\section*{Problem: gradient of the misfit of a CO/Ni desorption spectrum}

A Ni surface carries a CO coverage $\theta$, counted as the occupied fraction of the adsorption sites (dimensionless). It is heated from $T_0 = 300\,\mathrm{K}$ to $T_f = 500\,\mathrm{K}$ on a schedule that is linear in reciprocal temperature,
\begin{equation}
\frac{1}{T(t)} = \frac{1}{T_0} - \alpha t, \qquad \alpha = 1.0\times10^{-5}\,\mathrm{K^{-1}\,s^{-1}} .
\label{ramp}
\end{equation}
The model is first-order desorption without readsorption, and the signal is the desorption rate per site, $r$:
\begin{equation}
\frac{d\theta}{dt} = f = -r, \qquad r = k\theta, \qquad k = \nu \exp\!\left[-\frac{E - w\theta}{RT}\right], \qquad \theta(0) = \theta_0 .
\label{model}
\end{equation}
The current parameters are $\nu = 1.0\times10^{14}\,\mathrm{s^{-1}}$ and $E = 125\,\mathrm{kJ\,mol^{-1}}$ (of typical size for molecular CO on Ni, and taken here as exact inputs), $\theta_0 = 0.20$, and a lateral repulsion that is still switched off, $w = 0$. Take $R = 8.31446\,\mathrm{J\,mol^{-1}\,K^{-1}}$.

The target spectrum $d(t)$ is synthetic. It is the solution of Eq.~\eqref{model} with the same $E$, $\theta_0$ and $w=0$, but with prefactor $\rho\nu$, $\rho = 2$. It stays fixed when the model parameters are varied. The misfit is
\begin{equation}
Q = \int_0^{t_f} g\,dt, \qquad g = \frac{W}{2}\,(r-d)^2, \qquad W = \frac{1}{\sigma^2\tau},
\label{misfit}
\end{equation}
with an assumed noise level $\sigma = 5.0\times10^{-4}\,\mathrm{s^{-1}}$ and a sampling interval $\tau = 1.0\,\mathrm{s}$. This is the continuous form of $\tfrac12\sum_i (r_i-d_i)^2/\sigma^2$.

\begin{enumerate}
\item[(a)] Solve the forward problem and evaluate $Q$.
\item[(b)] Solve the adjoint equation.
\item[(c)] From that one adjoint solution obtain the derivatives of $Q$ with respect to $\theta_0$, $\ln\nu$, $E$ and $w$.
\item[(d)] The surface is now held at $430\,\mathrm{K}$ in a dosed and pumped chamber. With $n$ the number of gas-phase CO molecules per surface site,
\begin{equation}
\frac{d\theta}{dt} = k_a n(1-\theta) - k\theta, \qquad
\frac{dn}{dt} = F - \kappa n - k_a n(1-\theta) + k\theta,
\label{chamber}
\end{equation}
where $k_a = 0.20\,\mathrm{s^{-1}}$, $\kappa = 5.0\,\mathrm{s^{-1}}$, $F = 0.50\,\mathrm{s^{-1}}$, and $k$ follows from the same $\nu$, $E$ and $w=0$. Use the steady-state adjoint to find how the steady coverage responds to $k$, $F$ and $\kappa$.
\end{enumerate}

\section*{Why the adjoint formula holds}

Let the column vector $c(t)$ obey $\dot c = f(c,p,t)$ with $c(0) = c_0(p)$, let $J_{ab} = \partial f_a/\partial c_b$ be evaluated along the solution, and let
\begin{equation}
Q = \phi\big(c(t_f),p\big) + \int_0^{t_f} g(c,p,t)\,dt
\end{equation}
with $t_f$ independent of the parameters $p_j$. A partial derivative is taken at fixed $c$ and $t$, and $dQ/dp_j$ is the total derivative at fixed values of the other parameters. The costly objects are the sensitivities $S_j = dc(t)/dp_j$, one vector function of time for each parameter.

Add $\int\lambda\cdot(f-\dot c)\,dt$ to $Q$. It vanishes for every $p$ and any function $\lambda(t)$, so the derivative is unchanged. Differentiating gives the extra integrand $\lambda\cdot(JS_j + \partial f/\partial p_j - \dot S_j)$.

\paragraph{Predict.} Which operation removes $\dot S_j$, and at which times does it leave boundary terms?

Integration by parts gives $-\int\lambda\cdot\dot S_j\,dt = \lambda(0)\cdot S_j(0) - \lambda(t_f)\cdot S_j(t_f) + \int\dot\lambda\cdot S_j\,dt$. With $\lambda\cdot JS_j = (J^{\mathsf T}\lambda)\cdot S_j$,
\begin{align}
\frac{dQ}{dp_j} ={}& \int_0^{t_f}\!\Big(\dot\lambda + J^{\mathsf T}\lambda + \frac{\partial g}{\partial c}\Big)\!\cdot S_j\,dt
 + \Big(\frac{\partial\phi}{\partial c} - \lambda(t_f)\Big)\!\cdot S_j(t_f) \nonumber\\
&+ \int_0^{t_f}\!\Big(\lambda\cdot\frac{\partial f}{\partial p_j} + \frac{\partial g}{\partial p_j}\Big)dt
 + \lambda(0)\cdot\frac{dc_0}{dp_j} + \frac{\partial\phi}{\partial p_j}.
\end{align}
The first line vanishes if $\lambda$ solves
\begin{equation}
\dot\lambda = -J^{\mathsf T}\lambda - \frac{\partial g}{\partial c}, \qquad \lambda(t_f) = \frac{\partial\phi}{\partial c}\Big|_{t_f},
\label{adjoint}
\end{equation}
and then
\begin{equation}
\frac{dQ}{dp_j} = \int_0^{t_f}\!\Big(\lambda\cdot\frac{\partial f}{\partial p_j} + \frac{\partial g}{\partial p_j}\Big)dt + \lambda(0)\cdot\frac{dc_0}{dp_j} + \frac{\partial\phi}{\partial p_j}.
\label{gradient}
\end{equation}
Equation~\eqref{adjoint} carries no index $j$, so one backward solve serves all parameters. The last two terms of Eq.~\eqref{gradient} drop out for a rate parameter that enters neither $c_0$ nor $\phi$. The term in $\lambda(0)$ also gives the meaning of $\lambda$: applied to a run restarted at time $t$, it says that $\lambda_a(t)$ is the change of $Q$ per unit of species $a$ added at time $t$.

\section*{(a) Forward problem}

\paragraph{Predict.} Insert Eq.~\eqref{ramp} into $k$ at $w=0$. What function of time results?

The exponent is linear in $t$, so $k(t) = k(0)e^{\eta t}$ with
\begin{equation}
\eta = \frac{E\alpha}{R} = (15034\,\mathrm{K})(1.0\times10^{-5}\,\mathrm{K^{-1}s^{-1}}) = 0.15034\,\mathrm{s^{-1}} .
\end{equation}
Introduce the dimensionless clock $u = k/\eta$. Then $du = \eta u\,dt = k\,dt$, the rate law becomes $d\theta/du = -\theta$, and $\theta = \theta_0 e^{-(u-u_0)}$. Taking the logarithm of $u = (\nu/\eta)e^{-E/RT}$ links the clock to temperature:
\begin{equation}
\frac{E}{RT} = L - \ln u, \qquad L = \ln\frac{\nu}{\eta} = 34.131 .
\label{clock}
\end{equation}
The ramp lasts $t_f = (1/T_0 - 1/T_f)/\alpha = 133.3\,\mathrm{s}$ and runs from $u_0 = 1.1\times10^{-7}$ to $u_f = 58.1$. We replace these limits by $0$ and $\infty$. The lower replacement changes results by relative amounts of order $10^{-6}$ or less and the upper one by terms of order $e^{-58}$, both far below the four figures printed. The target has rate constant $\rho k$ and clock $\rho u$, so
\begin{equation}
r = \eta\theta_0\,u e^{-u}, \qquad d = \eta\theta_0\,\rho u e^{-\rho u}, \qquad \eta\theta_0 = 0.030068\,\mathrm{s^{-1}} .
\end{equation}
The model peaks at $u=1$, that is at $T = 15034\,\mathrm{K}/L = 440.5\,\mathrm{K}$ and $t = 106.3\,\mathrm{s}$, where the heating rate is $\alpha T^2 = 1.94\,\mathrm{K\,s^{-1}}$ and $r = 1.106\times10^{-2}\,\mathrm{s^{-1}}$. The target has the same height and peaks at $u = 1/2$, or $431.7\,\mathrm{K}$. The model desorbs too late.

The weight is $W = 4.0\times10^{6}\,\mathrm{s}$. Two dimensionless scales will recur:
\begin{equation}
B = W\eta\theta_0 = (4.0\times10^{6}\,\mathrm{s})(0.030068\,\mathrm{s^{-1}}) = 1.2027\times10^{5}, \qquad A = B\theta_0 = 24054 .
\end{equation}
With $dt = du/(\eta u)$ and $\int_0^\infty u e^{-mu}du = 1/m^2$,
\begin{equation}
Q = \frac{A}{2}\int_0^\infty u\big(e^{-u} - \rho e^{-\rho u}\big)^2 du = A\left[\frac14 - \frac{\rho}{(1+\rho)^2}\right] = \frac{A}{36} = 668.2 .
\label{Qclosed}
\end{equation}

\section*{(b) Adjoint problem}

A short exercise shows what the terminal condition does. Suppose the functional were the coverage left at clock value $u_1$, so $\phi = \theta$ and $g = 0$.

\paragraph{Predict.} What are $\lambda$ and $d\theta(u_1)/d\ln\nu$? Use the meaning of $\lambda$ before you integrate anything.

Here $J = -k$, so $\dot\lambda = k\lambda$, or $d\lambda/du = \lambda$, with $\lambda(u_1) = 1$. Hence $\lambda = e^{-(u_1-u)}$, the probability that a molecule present at $u$ survives to $u_1$. With $\partial f/\partial\ln\nu = -r$ and $r\,dt = \theta_0e^{-u}du$, Eq.~\eqref{gradient} gives $-\theta_0u_1e^{-u_1}$, which is $-0.0736$ at the peak. Differentiating $\theta_0e^{-u_1}$ directly, with $u_1\propto\nu$, gives the same expression.

For the misfit, $\phi = 0$ and $\lambda(t_f) = 0$. The source is $\partial g/\partial\theta = W(r-d)k$, with units $\mathrm{s\cdot s^{-1}\cdot s^{-1}} = \mathrm{s^{-1}}$, so $\lambda$ is dimensionless. Dividing Eq.~\eqref{adjoint} by $k$,
\begin{equation}
\frac{d\lambda}{du} = \lambda - W(r-d) = \lambda - Bu\big(e^{-u} - \rho e^{-\rho u}\big).
\label{adju}
\end{equation}

\paragraph{Predict.} The homogeneous solution is $e^{u}$. Is it dangerous?

It would be in forward integration, where any rounding error grows by a factor up to $e^{58}$. Backward it decays, at the same rate $k$ as the forward problem. The integrating factor $e^{-u}$ and $\int_u^\infty ve^{-mv}dv = e^{-mu}(u/m + 1/m^2)$ give
\begin{equation}
\lambda(u) = Be^{u}\!\int_u^\infty\! v\big(e^{-2v} - 2e^{-3v}\big)dv
= B\left[e^{-u}\Big(\frac u2 + \frac14\Big) - e^{-2u}\Big(\frac{2u}{3} + \frac29\Big)\right]
\label{lam}
\end{equation}
for $\rho = 2$. At $u_f$ this expression is below $10^{-18}$, so the terminal condition is met.

\begin{center}
\begin{tabular}{cccc}
$u$ & $T$ (K) & $r-d$ ($10^{-3}\,\mathrm{s^{-1}}$) & $\lambda$ ($10^{3}$) \\ \hline
0.5 & 431.7 & $-1.94$ & 11.89 \\
1 & 440.5 & 2.92 & 18.72 \\
2 & 449.6 & 5.94 & 16.92 \\
4 & 459.1 & 2.12 & 4.84
\end{tabular}
\end{center}

\paragraph{Predict.} At $u = 0.5$ the model lies below the target. Why does adding CO at that moment still raise the misfit?

The residual changes sign at $u = \ln 2 = 0.693$. A molecule added at $u=0.5$ leaves later, mostly on the trailing side where the model is already too high, and $\lambda$ collects the residuals of the future only. In fact $\lambda>0$ for all $u$, because $e^u \ge 1+u$ makes $e^{u}(u/2+1/4) \ge 1/4 + 3u/4 + u^2/2$, which exceeds $2/9 + 2u/3$.

\section*{(c) Four derivatives from one $\lambda$}

\paragraph{Initial coverage.} At fixed $\theta$ and $t$, neither $f$ nor $g$ contains the model's $\theta_0$, so the boundary term is the whole answer:
\begin{equation}
\frac{dQ}{d\theta_0} = \lambda(0) = B\Big(\frac14 - \frac29\Big) = \frac{B}{36} = 3341 .
\end{equation}

\paragraph{Parameters inside $k$.} For any such parameter, $\partial f/\partial p = -r\,\partial\ln k/\partial p$ and $\partial g/\partial p = W(r-d)\,r\,\partial\ln k/\partial p$. With $r\,dt = \theta_0e^{-u}du$,
\begin{equation}
\frac{dQ}{dp} = A\int_0^\infty h(u)\,e^{-u}\,\frac{\partial\ln k}{\partial p}\,du, \qquad
h = \frac{W(r-d)-\lambda}{B},
\label{master}
\end{equation}
\begin{equation}
h(u) = e^{-u}\Big(\frac u2 - \frac14\Big) - e^{-2u}\Big(\frac{4u}{3} - \frac29\Big).
\end{equation}
By Eq.~\eqref{adju}, $h = -B^{-1}d\lambda/du$. Each further parameter costs one quadrature with a new weight $\partial\ln k/\partial p$.

\paragraph{Predict.} The target has the larger prefactor. What sign must $dQ/d\ln\nu$ have? Would the explicit term $\int\partial g/\partial\ln\nu\,dt$ alone have that sign?

The weight is $1$. The two contributions are
\begin{align}
\int\frac{\partial g}{\partial\ln\nu}dt &= A\Big(\frac14 - \frac29\Big) = \frac{A}{36} = 668.2, \\
\int\lambda\frac{\partial f}{\partial\ln\nu}dt &= -A\Big(\frac18+\frac18-\frac{2}{27}-\frac{2}{27}\Big) = -\frac{11A}{108} = -2450,
\end{align}
and therefore
\begin{equation}
\frac{dQ}{d\ln\nu} = -\frac{2A}{27} = -1782 .
\end{equation}
The explicit term scales the curve up at frozen coverage and has the wrong sign. The adjoint term accounts for the faster depletion that moves the peak to lower temperature. Equation~\eqref{Qclosed} offers an independent test. The ratio $\rho$ of target to model prefactor varies as $1/\nu$, and $A$ does not depend on $\nu$, so $dQ/d\ln\nu = -\rho\,dQ/d\rho = A\rho(1-\rho)/(1+\rho)^3$, which is $-2A/27$ at $\rho=2$.

The gradient describes small steps only. For $\delta\ln\nu = +0.05$ it predicts $\delta Q = -89.1$, while Eq.~\eqref{Qclosed} with $\rho = 2e^{-0.05}$ gives $Q = 581.4$ and $\delta Q = -86.8$.

\paragraph{Activation energy.} The derivative is taken at fixed $t$, hence fixed $T$, so $\partial\ln k/\partial E = -1/RT = -(L-\ln u)/E$ by Eq.~\eqref{clock}. That $\eta$ and $u$ depend on $E$ needs no separate treatment, since $u$ only labels time along the reference solution. We need, with Euler's constant $\gamma = 0.57722$,
\begin{equation}
\int_0^\infty e^{-mu}\ln u\,du = -\frac{\gamma+\ln m}{m}, \qquad
\int_0^\infty ue^{-mu}\ln u\,du = \frac{1-\gamma-\ln m}{m^2}.
\label{logs}
\end{equation}
In $he^{-u}$ the $m=2$ terms give $\tfrac18(1-\gamma-\ln2) + \tfrac18(\gamma+\ln2) = \tfrac18$, and the $m=3$ terms give $-\tfrac{4}{27}(1-\gamma-\ln3) - \tfrac{2}{27}(\gamma+\ln3)$. Together,
\begin{equation}
M_1 = \int_0^\infty he^{-u}\ln u\,du = \frac18 - \frac{4}{27} + \frac{2}{27}(\gamma+\ln3) = 0.1010 .
\end{equation}
Since $\int he^{-u}du = -2/27$,
\begin{equation}
\frac{dQ}{dE} = \frac{A}{E}\Big(\frac{2L}{27} + M_1\Big) = (0.19244\,\mathrm{mol\,J^{-1}})(2.5282+0.1010) = 0.5060\,\mathrm{mol\,J^{-1}},
\end{equation}
or $506.0$ per $\mathrm{kJ\,mol^{-1}}$. Raising $E$ delays the peak further and raises $Q$.

\paragraph{Predict.} Along which line in the $(\ln\nu, E)$ plane is $Q$ unchanged to first order, and what physical condition should lie close to it?

Setting $dQ=0$ gives
\begin{equation}
\frac{\delta E}{\delta\ln\nu} = -\frac{dQ/d\ln\nu}{dQ/dE} = \frac{E}{L + 27M_1/2} = \frac{125\,\mathrm{kJ\,mol^{-1}}}{35.494} = 3.52\,\mathrm{kJ\,mol^{-1}} .
\end{equation}
The condition that the peak temperature $T_p$ stays fixed follows from $\ln\nu - \ln\eta = E/RT_p$ with $\eta\propto E$. It reads $\delta\ln\nu = \delta E\,(1/RT_p + 1/E)$, a slope of $E/(L+1) = 3.56\,\mathrm{kJ\,mol^{-1}}$. The two slopes are close because the misfit here is mainly a displacement of the peak. They differ because $E$ also sets the width and height of the peak through $\eta$.

\paragraph{Lateral repulsion.}

\paragraph{Predict.} For $w\neq0$ Eq.~\eqref{model} is nonlinear. Does $dQ/dw$ at $w=0$ need a new forward or adjoint solve?

It does not. In general $J = -k(1 + w\theta/RT)$ and $\partial g/\partial\theta = -W(r-d)J$, and both reduce to the forms already used when $w=0$. Only the weight is new: $\partial\ln k/\partial w = \theta/RT = \theta_0e^{-u}(L-\ln u)/E$. The integrals now have $m=3$ and $m=4$:
\begin{align}
N_0 &= \int_0^\infty he^{-2u}du = \Big(\frac1{18}-\frac1{12}\Big) - \Big(\frac1{12}-\frac1{18}\Big) = -\frac1{18}, \\
N_1 &= \int_0^\infty he^{-2u}\ln u\,du = \frac{2\gamma + \ln12 - 1}{36} = 0.0733,
\end{align}
the second from Eq.~\eqref{logs}. Then
\begin{equation}
\frac{dQ}{dw} = \frac{A\theta_0}{E}(LN_0 - N_1) = (0.038487\,\mathrm{mol\,J^{-1}})(-1.8962-0.0733) = -0.07580\,\mathrm{mol\,J^{-1}},
\end{equation}
or $-75.80$ per $\mathrm{kJ\,mol^{-1}}$. The ratio $-(dQ/dw)/(dQ/dE) = 0.150$ shows that, for $Q$ and to first order, $w$ acts like lowering $E$ by $0.150\,w$, an effective coverage below $\theta_0 = 0.20$. The negative sign carries a warning. The target contains no repulsion at all, yet switching repulsion on lowers the misfit, because it too moves the peak to lower temperature. A gradient tells which changes reduce $Q$ locally. It does not identify the mechanism behind the data.

Forward sensitivities would have needed four linear solves for these four numbers and central differences eight forward solves, against one forward and one backward solve here. If the misfit is kept as the discrete sum, $g$ becomes a sum of delta functions in time. The adjoint then obeys $\dot\lambda = k\lambda$ between samples, and on passing backward through $t_i$ it increases by $k(t_i)(r_i-d_i)/\sigma^2$.

\section*{(d) Steady state}

At a steady state $f(c,p) = 0$ for every $p$, so $JS_j + \partial f/\partial p_j = 0$. If $J$ is invertible, $S_j = -J^{-1}\partial f/\partial p_j$, and for a quantity $g(c,p)$
\begin{equation}
\frac{dg}{dp_j} = \frac{\partial g}{\partial p_j} + \lambda\cdot\frac{\partial f}{\partial p_j}, \qquad J^{\mathsf T}\lambda = -\frac{\partial g}{\partial c}.
\label{steady}
\end{equation}
This is Eq.~\eqref{adjoint} with $\dot\lambda=0$. A network with conservation laws has a singular $J$, and the dependent species must be eliminated first. Equation~\eqref{chamber} already has the empty sites eliminated as $1-\theta$, and pumping removes the conservation of CO.

Adding the two rate laws gives $n = F/\kappa = 0.10$. At $430\,\mathrm{K}$, $k = 0.065435\,\mathrm{s^{-1}}$. Define $D = k_an + k = 0.085435\,\mathrm{s^{-1}}$. Then $\theta = k_an/D = 0.2341$ and $b = k_a(1-\theta) = 0.15318\,\mathrm{s^{-1}}$. In the order $c = (\theta,n)$,
\begin{equation}
J = \begin{pmatrix} -D & b \\ D & -(\kappa+b)\end{pmatrix}, \qquad \det J = D\kappa > 0 .
\end{equation}
Take $g = \theta$, so $\partial g/\partial c = (1,0)$. A least-squares term $(\theta-\theta_d)^2/2\sigma_\theta^2$, with target coverage $\theta_d$ and noise level $\sigma_\theta$, would multiply $\lambda$ and all results below by $(\theta-\theta_d)/\sigma_\theta^2$.

\paragraph{Predict.} What units does $\lambda$ have now? Write the two linear equations, taking care over rows and columns.

Since $J$ is in $\mathrm{s^{-1}}$ and $\partial g/\partial c$ is dimensionless, $\lambda$ is in seconds. The columns of $J$ give $-D\lambda_\theta + D\lambda_n = -1$ and $b\lambda_\theta - (\kappa+b)\lambda_n = 0$. The first yields $\lambda_\theta - \lambda_n = 1/D = 11.70\,\mathrm{s}$, and the second then yields
\begin{equation}
\lambda_n = \frac{b}{D\kappa} = 0.3586\,\mathrm{s}, \qquad \lambda_\theta = \lambda_n + \frac1D = 12.06\,\mathrm{s}.
\end{equation}
With $\partial f/\partial\ln k = (-k\theta,\,k\theta)$, $\partial f/\partial F = (0,1)$ and $\partial f/\partial\kappa = (0,-n)$,
\begin{align}
\frac{d\theta}{d\ln k} &= -k\theta(\lambda_\theta-\lambda_n) = -\frac{k\theta}{D} = -\theta(1-\theta) = -0.1793, \\
\frac{d\theta}{dF} &= \lambda_n = 0.3586\,\mathrm{s}, \qquad \frac{d\theta}{d\kappa} = -n\lambda_n = -0.03586\,\mathrm{s},
\end{align}
where $k/D = 1-\theta$ was used. Differentiating $\theta = k_aF/(k_aF + k\kappa)$ directly reproduces all three.

\paragraph{Predict.} What goes wrong if the transpose is forgotten?

Solving $J\lambda' = -(1,0)$ and adding its two rows gives $\lambda'_n = 1/\kappa = 0.20\,\mathrm{s}$ in place of $0.3586\,\mathrm{s}$. That number is the response of $n$ to a source of adsorbed CO, whereas $d\theta/dF$ is the response of $\theta$ to a source of gas. The one-species problem of parts (a) to (c) could not reveal this mistake.

The chamber data also give the size of what Eq.~\eqref{model} leaves out. A desorbed molecule returns to the surface with probability $b/(\kappa+b)$, at most $k_a/(\kappa+k_a) = 0.038$. This lowers the effective $\ln\nu$ by about that amount, compared with the offset $\ln2 = 0.693$ between model and target. The gas lags the surface by about $1/\kappa = 0.20\,\mathrm{s}$, compared with the peak time scale $1/\eta = 6.65\,\mathrm{s}$. The four-figure gradients above are properties of the stated model and target, and a fit to a spectrum recorded in such a chamber would use Eq.~\eqref{chamber} with $F=0$ as the forward model and the two-component form of Eq.~\eqref{adjoint} as its adjoint.